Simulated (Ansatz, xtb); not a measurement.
**C2H9B2N: which of two isomers lies lower**

We compare a, `BNB(C)C`, a singlet, with b, `BNBCC`, a singlet. Both are isolated molecules in the gas phase, relaxed with r2SCAN-D4/def2-SVP; each stands in its lowest conformer found.

Quicker runs give these differences E(b) − E(a): GFN2-xTB +0.5 kcal/mol; HF/STO-3G +11.4 kcal/mol (at GFN2-xTB geometries); r2SCAN-D4/def2-SVP//GFN2-xTB +15.2 kcal/mol.

Estimate E(b) − E(a) at the level CCSD(T)/def2-SVP + ΔMP2/def2-TZVPP.

Calculated at CCSD(T)/def2-SVP + ΔMP2/def2-TZVPP: E(b) − E(a) = +13.7 kcal/mol, so structure a lies lower.

How the difference moves with the method:

```tsv
level	geometry	E(b) − E(a) (kcal/mol)	departure from the last row (kcal/mol)	job, with rough time for the two
GFN2-xTB	GFN2-xTB	+0.5	−13.2	optimisation, 0.41 s
HF/STO-3G	GFN2-xTB	+11.4	−2.3	single point, 0.36 s
r2SCAN-D4/def2-SVP//GFN2-xTB	GFN2-xTB	+15.2	+1.5	single point, 2.9 s
r2SCAN-D4/def2-SVP	r2SCAN-D4/def2-SVP	+14.8	+1.1	optimisation, 96 s
HF/def2-SVP	r2SCAN-D4/def2-SVP	+12.4	−1.3	part of the CCSD(T) run
MP2/def2-SVP	r2SCAN-D4/def2-SVP	+13.2	−0.5	part of the CCSD(T) run
CCSD(T)/def2-SVP	r2SCAN-D4/def2-SVP	+12.6	−1.1	single point
CCSD(T)/def2-SVP + ΔMP2/def2-TZVPP	r2SCAN-D4/def2-SVP	+13.7		single point, 29 s
```

As drawn, b has 1 C–C, 1 B–H in place of 1 C–B, 1 C–H.

GFN2-xTB finds them nearly level. The largest departure from CCSD(T)/def2-SVP + ΔMP2/def2-TZVPP is that of GFN2-xTB, 13.2 kcal/mol. The last row adds to CCSD(T) the change of the MP2 difference between the two basis sets, here +1.1 kcal/mol.

With thermal terms from frequencies at re-optimised GFN2-xTB minima (ideal gas, soft modes damped towards free rotors, one conformer each, 298.15 K, 1 atm): on the last row, ΔE + ΔZPE = +13.8, ΔH = +13.5, ΔG = +14.4 kcal/mol.

The correlated steps freeze 5 core orbitals. Run with Ansatz 0.2.0, xtb 6.7.1; the last row on 2 threads of Intel(R) Xeon(R) Platinum 8375C CPU @ 2.90GHz (Ice Lake) on a shared host.

The isomer with both methyl groups on one boron is clearly favoured over the ethyl isomer, and thermal terms leave the order unchanged. The preference follows from the bond exchange: going from a to b gives up a C–B and a C–H bond for a C–C and a B–H bond, and C–H is normally stronger than B–H. Hyperconjugation from two alkyl groups into the formally empty boron p orbital probably helps a further, since that boron must share the nitrogen lone pair with the BH₂ group.

Hartree–Fock and CCSD(T) nearly agree in the same basis, so the net preference owes little to differential correlation. The near-degeneracy in GFN2-xTB stems mainly from its energies, not its structures, because r2SCAN-D4 at those geometries already recovers the large gap; an imbalance in its parametrised boron bonding is a likely cause. The ordering concerns monomers only: aminoboranes with exposed B–H units can associate, which could alter the preference in condensed phases.
